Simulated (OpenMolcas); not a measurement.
**How methods differ on AlH2Cl (SMILES [AlH2][Cl])**

AlH2Cl: 4 atoms, total charge 0, spin state singlet. As SMILES, `[AlH2][Cl]`. The shape comes from GFN2-xTB, which is rough for such elements, and wasn't checked as a minimum.

```xyz
4

Al   -0.0629    0.0066   -0.0735
Cl    1.2461   -0.1310    1.4504
H    -1.3127   -0.8852   -0.1542
H     0.1295    1.0096   -1.2227
```

Each level gives the energy change with the Al1–Cl2 bond stretched from 2.014 to 3.524 Å (eV). The values are calculated.

```tsv
level	kind	program	value (eV)	less FCI/STO-3G	CPU time (all runs)
HF/STO-3G (restricted)	Hartree–Fock	OpenMolcas	5.79	+0.55	2.6 s
SVWN5/STO-3G (restricted)	LDA	OpenMolcas	4.87	-0.37	6.1 s
r2SCAN/STO-3G (restricted)	meta-GGA	OpenMolcas	4.82	-0.42	8.5 s
B2PLYP/STO-3G (restricted)	double hybrid	OpenMolcas	5.05	-0.19	5.7 s
MP2/STO-3G (restricted)	perturbation theory	OpenMolcas	5.55	+0.31	2.7 s
ACPF/STO-3G (restricted)	coupled cluster or CI	OpenMolcas	5.03	-0.21	2.9 s
CISD/STO-3G (restricted)	coupled cluster or CI	OpenMolcas	5.36	+0.12	2.9 s
FCI/STO-3G	exact in the basis	OpenMolcas	5.24	0.00	6.4 s
```

FCI/STO-3G is exact within its basis and frozen core, so for wave-function methods in that basis the difference is their error; functionals converge differently with the basis, so for them it is only a difference. Spin-restricted single references rise too steeply as a bond breaks, Hartree–Fock most of all. The first shape isn't each level's own minimum. The values span 4.82 to 5.79 eV. All rows use very small basis sets, so even the best lies far from the true value. Times are those of the runs behind each value, whatever else they computed, on shared processors of several kinds: orders of magnitude only.

Correlation lowers the cost of stretching the Al–Cl bond: the full-CI value is 5.24 eV, against 5.79 eV for Hartree–Fock. As the overlap between the aluminium σ hybrid and the chlorine 3p orbital shrinks, the bonding and antibonding σ levels draw together. The doubly excited configuration then gains weight, and a single closed-shell determinant fixes the balance of ionic and covalent character poorly.

MP2 recovers less than half of this differential correlation and CISD most of it, while ACPF overshoots, probably because its approximate correction for higher excitations becomes too large as the reference loses weight. CISD's smaller deviation from full CI than ACPF's therefore doesn't establish it as the better method for other bonds or other distances. Nor does the closeness of B2PLYP and ACPF, at 5.05 and 5.03 eV, show that they describe the electron pair alike.

The stretched geometry is not the separated-fragment limit, so these energies are points on a dissociation curve and not bond dissociation energies.
